# Orbital–CI coupling and the rate of two-step MCSCF optimisation

## 1. Premises and conventions

Atomic units (energies in $E_h$, rotations in rad). Orbitals, integrals and CI coefficients are real.

- **P1.** The wavefunction is $|\Psi(\kappa,S)\rangle=e^{-\hat\kappa}e^{\hat S}|0\rangle$, with $\hat\kappa=\sum_r\kappa_rT_r$, $T_r=E_{pq}-E_{qp}$ ($r=pq$, $p>q$), and $\hat S=\sum_KS_K(|K\rangle\langle0|-|0\rangle\langle K|)$. The states $|0\rangle,|K\rangle$ are an orthonormal basis of the CI space. Both generators are antisymmetric, so $|\Psi\rangle$ stays normalised.
- **P2.** The expansion point $\kappa=S=0$ is the converged solution, where both gradients vanish.
- **P3.** Redundant rotations (inactive–inactive, virtual–virtual, and active–active in a complete active space) are left out.
- **P4.** $H_{oo}$ and $H_{cc}$, defined below, are positive definite. Section 6 drops this for $H_{cc}$.
- **P5.** One macro-iteration is an exact CI solution at fixed orbitals, followed by an exact orbital minimisation at fixed CI coefficients.

## 2. Second-order expansion

The energy is $E=\langle0|e^{-\hat S}\hat H(\kappa)e^{\hat S}|0\rangle$, and the commutator expansion gives
$$\hat H(\kappa)=e^{\hat\kappa}\hat He^{-\hat\kappa}=\hat H+[\hat\kappa,\hat H]+\tfrac12[\hat\kappa,[\hat\kappa,\hat H]]+\dots$$
Let $|s\rangle=\sum_KS_K|K\rangle$ and $s^2=\sum_KS_K^2$. Then $\hat S|0\rangle=|s\rangle$ and $\hat S|s\rangle=-s^2|0\rangle$, so $e^{\hat S}|0\rangle=(1-\tfrac12s^2)|0\rangle+|s\rangle+O(s^3)$. For any real symmetric operator $\hat O$,
$$\langle\hat O\rangle=O_{00}+2\langle s|\hat O|0\rangle+\langle s|\hat O|s\rangle-s^2O_{00}+O(s^3).$$
The commutator of an antisymmetric with a symmetric operator is symmetric, so every term of $\hat H(\kappa)$ qualifies. Collecting orders,
$$E=E_0+g_o^T\kappa+g_c^TS+\tfrac12\kappa^TH_{oo}\kappa+\kappa^TH_{oc}S+\tfrac12S^TH_{cc}S+O(3),\tag{1}$$
with $g_{o,r}=\langle0|[T_r,\hat H]|0\rangle$, $g_{c,K}=2\langle K|\hat H|0\rangle$ and
$$(H_{oo})_{rs}=\tfrac12\langle0|[T_r,[T_s,\hat H]]+[T_s,[T_r,\hat H]]|0\rangle,$$
$$(H_{oc})_{rK}=2\langle K|[T_r,\hat H]|0\rangle,\qquad H_{co}=H_{oc}^T,\tag{2}$$
$$(H_{cc})_{KL}=2\left(\langle K|\hat H|L\rangle-E_0\delta_{KL}\right).$$
When $g_c=0$, $|0\rangle$ is a CI eigenvector, the $|K\rangle$ can be taken as the other eigenvectors, and
$$(H_{cc})_{KL}=2\Delta_K\delta_{KL},\qquad\Delta_K=E_K-E_0.\tag{3}$$
$H_{cc}$ is positive definite exactly when $|0\rangle$ is the non-degenerate lowest root of the CI space used.

*Working form of the coupling.* With $[E_{pq},E_{mn}]=\delta_{qm}E_{pn}-\delta_{pn}E_{mq}$ and $\hat H=\sum h_{pq}E_{pq}+\tfrac12\sum g_{pqrs}e_{pqrs}$, where $e_{pqrs}=E_{pq}E_{rs}-\delta_{qr}E_{ps}$, one has $\langle[E_{pq},\hat H]\rangle=F_{pq}-F_{qp}$ with $F_{mn}=\sum_qD_{mq}h_{nq}+\sum_{qrs}d_{mqrs}g_{nqrs}$. This needs only the symmetries $D_{pq}=D_{qp}$, $d_{pqrs}=d_{qpsr}=d_{rspq}$, which the symmetrised transition densities $D^{K0}_{pq}=\langle K|E_{pq}|0\rangle+\langle0|E_{pq}|K\rangle$ and the analogous $d^{K0}$ possess. Since $2\langle K|\hat O|0\rangle=\langle K|\hat O|0\rangle+\langle0|\hat O|K\rangle$,
$$(H_{oc})_{pq,K}=2\,(F^{K0}_{pq}-F^{K0}_{qp}).$$
The coupling is the orbital gradient evaluated with transition densities. For a totally symmetric $|0\rangle$ it vanishes unless $T_r$ and $|K\rangle$ carry the same irreducible representation. The $T_r$ are spin-free, so only roots of the same spin couple.

## 3. Folding out the CI step

Stationarity of (1) in $S$ at fixed $\kappa$ gives $g_c+H_{co}\kappa+H_{cc}S=0$, so $S(\kappa)=-H_{cc}^{-1}(g_c+H_{co}\kappa)$. Put $y=g_c+H_{co}\kappa$. The $S$-dependent part of (1) is $y^TS+\tfrac12S^TH_{cc}S=-\tfrac12y^TH_{cc}^{-1}y$. Expanding $y$,
$$\tilde E(\kappa)=E_0-\tfrac12g_c^TH_{cc}^{-1}g_c+\tilde g^T\kappa+\tfrac12\kappa^T\tilde H\kappa,\qquad\tilde g=g_o-H_{oc}H_{cc}^{-1}g_c,$$
$$\tilde H=H_{oo}-W,\qquad W=H_{oc}H_{cc}^{-1}H_{co}.\tag{4}$$
In the eigenbasis (3), with $b_K$ the $K$-th column of $H_{oc}$,
$$W=\sum_K\frac{b_Kb_K^T}{2\Delta_K}.\tag{5}$$
This agrees with second-order perturbation theory for the CI eigenvalue: the off-diagonal element $\langle K|\hat H(\kappa)|0\rangle=\tfrac12b_K^T\kappa$ lowers the root by $(\tfrac12b_K^T\kappa)^2/\Delta_K=\tfrac12\kappa^T[b_Kb_K^T/2\Delta_K]\kappa$. So $\tilde H$ is the Hessian of the CI eigenvalue as a function of the orbitals, while $H_{oo}$ is the curvature at frozen CI coefficients. For the lowest root $W$ is positive semidefinite, and CI relaxation can only soften the orbital curvature.

The factorisation
$$H=\begin{pmatrix}H_{oo}&H_{oc}\\H_{co}&H_{cc}\end{pmatrix}=\begin{pmatrix}1&H_{oc}H_{cc}^{-1}\\0&1\end{pmatrix}\begin{pmatrix}\tilde H&0\\0&H_{cc}\end{pmatrix}\begin{pmatrix}1&0\\H_{cc}^{-1}H_{co}&1\end{pmatrix}\tag{6}$$
is verified by multiplying out. It is a congruence with unit determinant. Hence $\det H=\det\tilde H\det H_{cc}$, and by the law of inertia the negative eigenvalues of $H$ number those of $\tilde H$ plus those of $H_{cc}$.

## 4. The two-step iteration

By P2, $\kappa$ and $S$ are deviations from the solution. By P5, to first order,
$$S_n=-H_{cc}^{-1}H_{co}\kappa_n,\qquad\kappa_{n+1}=-H_{oo}^{-1}H_{oc}S_n.$$
The linearisation is legitimate by the implicit function theorem: each step solves a smooth gradient equation whose Jacobian, $H_{cc}$ or $H_{oo}$, is invertible. Programs reset the reference after each step. A product of two exponentials differs from the exponential of the sum by a commutator of second order, so the linear map is unchanged. A single Newton step with $H_{oo}$ in place of the full orbital minimisation also differs only at second order. Combining the steps,
$$\kappa_{n+1}=G\kappa_n+O(\kappa_n^2),\qquad G=H_{oo}^{-1}H_{oc}H_{cc}^{-1}H_{co}=1-H_{oo}^{-1}\tilde H.\tag{7}$$
After the CI step the orbital gradient is $H_{oo}\kappa_n+H_{oc}S_n=\tilde H\kappa_n$. The second form of (7) therefore says that the two-step method takes the correct gradient of the folded surface and divides it by $H_{oo}$ where Newton's method divides by $\tilde H$. The Newton step $-\tilde H^{-1}\tilde H\kappa_n=-\kappa_n$ removes the linear term and converges quadratically when $\tilde H$ is non-singular.

## 5. Spectrum and rate

**Step 1, real non-negative spectrum.** P4 allows $u=H_{oo}^{1/2}\kappa$, $v=H_{cc}^{1/2}S$ and $Z=H_{oo}^{-1/2}H_{oc}H_{cc}^{-1/2}$. Then $H_{oo}^{1/2}GH_{oo}^{-1/2}=ZZ^T$, which is symmetric and positive semidefinite. The eigenvalues of $G$ are $\lambda_i=\sigma_i^2\ge0$, with $\sigma_i$ the singular values of $Z$ (padded with zeros). They solve $W x=\lambda H_{oo}x$ and do not change under linear reparametrisation within either block.

**Step 2, rate.** In the eigenbasis of $ZZ^T$, $u_{n,i}=\lambda_i^nu_{0,i}$. Unless the start has no component along the top eigenvector,
$$\frac{\|u_{n+1}\|}{\|u_n\|}\to\rho=\lambda_{\max}(G)=\max_\kappa\frac{\kappa^TW\kappa}{\kappa^TH_{oo}\kappa},\qquad1-\rho=\min_\kappa\frac{\kappa^T\tilde H\kappa}{\kappa^TH_{oo}\kappa}.\tag{8}$$
Each mode keeps its sign, so the approach is monotonic. One decade costs $N_{10}=\ln10/(-\ln\rho)$ macro-iterations, and $N_{10}\approx\ln10/(1-\rho)$ near $\rho=1$.

**Step 3, link to the full Hessian.** In the variables $(u,v)$ the Hessian is $\begin{pmatrix}1&Z\\Z^T&1\end{pmatrix}$. For singular vectors $Zw_i=\sigma_ix_i$, $Z^Tx_i=\sigma_iw_i$, the vectors $(x_i,\pm w_i)$ are eigenvectors with eigenvalues $1\pm\sigma_i$. Unpaired directions have eigenvalue 1. The scaling is a congruence, so
$$H>0\iff\rho<1,\qquad\det H=\det H_{oo}\det H_{cc}\prod_i(1-\lambda_i).\tag{9}$$
The lowest scaled eigenvalue is $1-\sqrt\rho$. Under P4, the iteration contracts exactly at a strict local minimum of the quadratic model. As a minimum softens with both diagonal blocks staying positive definite, $H$ becomes singular just when $\rho$ reaches 1. For $\rho>1$ the point is a saddle and the iteration leaves it, downhill, although each block alone is convex.

**Step 4, energy.** For one mode, after the CI step $v=-\sigma u$ and $E-E_0=\tfrac12u^2+\sigma uv+\tfrac12v^2=\tfrac12(1-\lambda)u^2$. After the orbital step $u'=\lambda u$ and $E-E_0=\tfrac12\lambda(1-\lambda)u^2$. Each half-step multiplies the energy excess by $\lambda$. Per macro-iteration the parameters and the gradient shrink by $\rho$ and the energy excess by $\rho^2$. Summing the geometric series, the energy still to be gained after a drop $|\delta E|$ is $|\delta E|\,\rho^2/(1-\rho^2)$, and the distance to the solution before a step $\delta\kappa$ is $|\delta\kappa|/(1-\rho)$.

**Step 5, role of single roots.** By (5), $ZZ^T$ is a sum of rank-one positive terms with non-zero eigenvalues
$$\mu_K=\frac{b_K^TH_{oo}^{-1}b_K}{2\Delta_K},\qquad\max_K\mu_K\le\rho\le\sum_K\mu_K=\operatorname{tr}G.\tag{10}$$
The lower bound holds because adding positive semidefinite terms cannot lower the Rayleigh quotient in (8). The upper bound holds because all $\lambda_i\ge0$. A root slows the iteration when $b_K^TH_{oo}^{-1}b_K$ is comparable to $2\Delta_K$. Alignment of the transition gradient $b_K$ with a soft direction of $H_{oo}$ enhances this but is not required: any non-zero $b_K$ brings $\mu_K$ up to 1 at a small enough gap. For one stiff rotation with the illustrative values $H_{oo}=3.0$, $b=0.4$ and $\Delta=0.03$ (all in $E_h$), $\mu=0.89$.

## 6. Special cases

**Redundant rotation.** Let $T$ map the CI space onto itself, $T|0\rangle=\sum_Kt_K|K\rangle$. $T$ also maps the complement onto itself, so (2) gives $(H_{oc})_K=2(E_0-E_K)t_K$ and $H_{oo}=\langle0|TT\hat H-2T\hat HT+\hat HTT|0\rangle=2\sum_K\Delta_Kt_K^2$. Then $W=H_{oo}$ and $\lambda=1$: the CI step undoes the rotation. This unit eigenvalue leaves the state unchanged and is harmless, which is the reason for P3. In a large but incomplete CI space, active–active rotations are almost compensated and $\lambda$ lies close to 1.

**Excited root.** Let the CI step follow a root with some $\Delta_K<0$. Equations (4)–(7) hold. $G$ is similar to the symmetric matrix $H_{oo}^{-1/2}WH_{oo}^{-1/2}$, so its eigenvalues are real, now of either sign. The rate is the spectral radius $\max_i|\lambda_i|$. A negative $\lambda$ gives sign alternation. Convergence is lost at $\lambda=-1$, where $\det H$ in (9) is not zero. The tie between unit rate and singular Hessian thus belongs to the lowest root only.

**State averaging.** For $w_0E_0+w_1E_1$, mutual mixing pushes $E_0$ down and $E_1$ up by the same $(\tfrac12b_1^T\kappa)^2/\Delta_1$. The pair contributes $(w_0-w_1)\,b_1b_1^T/2\Delta_1$ to $W$, and equal weights remove the small denominator.

## 7. Range of validity

1. The result is local and asymptotic. It needs cubic terms small against $(1-\rho)$ times the linear one. One such term, enhanced by a small gap, is the change of the gap with the orbitals, $\Delta(\kappa)=\Delta+\gamma\kappa$, where $\gamma$ is the orbital gradient of root $K$ at the orbitals of root 0. For $E=\tfrac12H_{oo}\kappa^2+b\kappa S+(\Delta+\gamma\kappa)S^2$ the steps are $S=-b\kappa/[2(\Delta+\gamma\kappa)]$ and $\kappa'=-(bS+\gamma S^2)/H_{oo}$. Expanding, $\kappa'=\lambda\kappa\,[1-\tfrac32\gamma\kappa/\Delta+\dots]$ with $\lambda=b^2/(2\Delta H_{oo})$. The correction rivals $1-\lambda$ at $|\kappa|\approx\kappa_*=2(1-\lambda)\Delta/(3\lambda|\gamma|)$.
2. At $\rho=1$ the linear term gives no contraction. Higher orders decide, and any convergence is slower than geometric.
3. $H_{oo}$ must be positive definite and $|0\rangle$ non-degenerate within the CI space used.
4. Extrapolation, damping, level shifts, approximate orbital Hessians and loosely converged CI steps change the iteration matrix. $G$ describes the plain scheme P5.
5. Only modes allowed by the imposed symmetry enter. A mode that the imposed group allows, but that the start does not contain, is seeded by rounding and shows only if $|\lambda|>1$.

## 8. Illustration: a model Hessian for C$_2$

State-specific full-valence CASSCF for X $^1\Sigma_g^+$, run in $D_{2h}$. At a cylindrically symmetric solution the Hessian commutes with $D_{\infty h}$ and splits into blocks. The low root A $^1\Pi_u$ couples only to rotations of $\pi_u$ symmetry, which $D_{2h}$ forbids. B′ $^1\Sigma_g^+$ couples to totally symmetric rotations. One component of B $^1\Delta_g$ falls in $A_g$ and couples to rotations that $D_{2h}$ allows and $D_{\infty h}$ does not, such as $\sigma_g\to\delta_g(x^2-y^2)$.

Two gaps are chosen to reproduce typical vertical values near equilibrium, about 2.4 eV for B′ and 2.1 eV for B. All other entries are illustrative and come from no calculation.

**$\Sigma_g^+$ block.** Rotations: $3\sigma_g\to$ virtual $\sigma_g$ and $2\sigma_u\to$ virtual $\sigma_u$. Active–virtual curvatures grow roughly with the occupation of the active orbital, typically about 0.4 for $3\sigma_g$ and 1.6 for $2\sigma_u$, so the first is taken soft and the second stiff. Roots: B′ with $\Delta_1=0.088\,E_h$ (2.39 eV), and one root at $\Delta_2=0.30\,E_h$ that stands for the higher ones. In $E_h$,
$$H_{oo}=\begin{pmatrix}0.50&0.10\\0.10&3.00\end{pmatrix},\quad H_{oc}=\begin{pmatrix}0.20&0.15\\0.10&0.40\end{pmatrix},\quad H_{cc}=\begin{pmatrix}0.176&0\\0&0.600\end{pmatrix}.$$
From (4),
$$W=\begin{pmatrix}0.2648&0.2136\\0.2136&0.3235\end{pmatrix},\qquad\tilde H=\begin{pmatrix}0.2352&-0.1136\\-0.1136&2.6765\end{pmatrix}.$$
The condition $\det(W-\lambda H_{oo})=0$ reads $1.49\lambda^2-0.9133\lambda+0.0400=0$. The coefficients are $\det H_{oo}$, $W_{11}(H_{oo})_{22}+W_{22}(H_{oo})_{11}-2W_{12}(H_{oo})_{12}$ and $\det W$. The roots are $\rho=0.565$ and $0.047$. The bounds (10) are $\mu_1=0.461$, $\mu_2=0.152$ and $\operatorname{tr}G=0.613$. The energy ratio is $\rho^2=0.320$ and the lowest scaled Hessian eigenvalue is $1-\sqrt\rho=0.248$.

Now lower $\Delta_1$ with everything else fixed.

| $\Delta_1/E_h$ | $\Delta_1$/eV | $\mu_1$ | $\rho$ | $N_{10}$ |
|---|---|---|---|---|
| 0.088 | 2.39 | 0.461 | 0.565 | 4.0 |
| 0.070 | 1.90 | 0.580 | 0.682 | 6.0 |
| 0.055 | 1.50 | 0.738 | 0.839 | 13.1 |
| 0.048 | 1.31 | 0.846 | 0.945 | 41.0 |

Five decades in the gradient cost 20 macro-iterations in the first row and 205 in the last. In the last row the energy still to be gained is 8.4 times the latest drop, so an energy threshold stops too early. With an illustrative $|\gamma|=0.2\,E_h$ and $\rho$ in place of $\lambda$, the one-mode estimate $\kappa_*$ is 0.23 rad in the first row and 0.009 rad in the last. The tabulated ratios are seen only well inside these radii. The $4\times4$ Hessian becomes singular, and $\rho=1$, at $\Delta_1=0.0451\,E_h$ (1.23 eV).

**$\Delta_g$ block.** One rotation and one root: $H_{oo}=1.2$, $b=0.10$, $\Delta=0.077\,E_h$ (2.10 eV) give $\lambda=b^2/(2\Delta H_{oo})=0.054$, so the $\Sigma_g^+$ block sets the rate near equilibrium. On stretching, B crosses X, typically around 1.6 to 1.7 Å, since the two differ in symmetry. Here $\Delta$ passes through zero, and any non-zero $b$ drives $|\lambda|$ above 1. The model window is $|\Delta|<b^2/(2H_{oo})=0.0042\,E_h$ (0.11 eV). On the near side the cylindrical solution is a saddle in $D_{2h}$ and the orbitals break symmetry. Beyond the crossing X is the second $A_g$ root. At $\Delta=-0.010\,E_h$, $\lambda=-0.417$ and this mode converges with alternating sign. At the far edge of the window $\lambda=-1$ while the block determinant is $2\Delta H_{oo}-b^2=-0.020\,E_h^2$. Imposing $D_{\infty h}$ removes the block.

All rates above are the model's, since the curvatures and couplings are assumed. The singular point at 1.23 eV is a product of frozen couplings. In the molecule the X–B′ gap typically falls well below 1 eV at the avoided crossing in the same range of bond lengths, while the lowest $^1\Sigma_g^+$ root always has an energy minimum, where (9) gives $\rho\le1$ as long as P4 holds. There $b_1$, $H_{oo}$ and the solution itself change with the gap, and the model with fixed entries puts the loss of convergence at too large a gap for that minimum.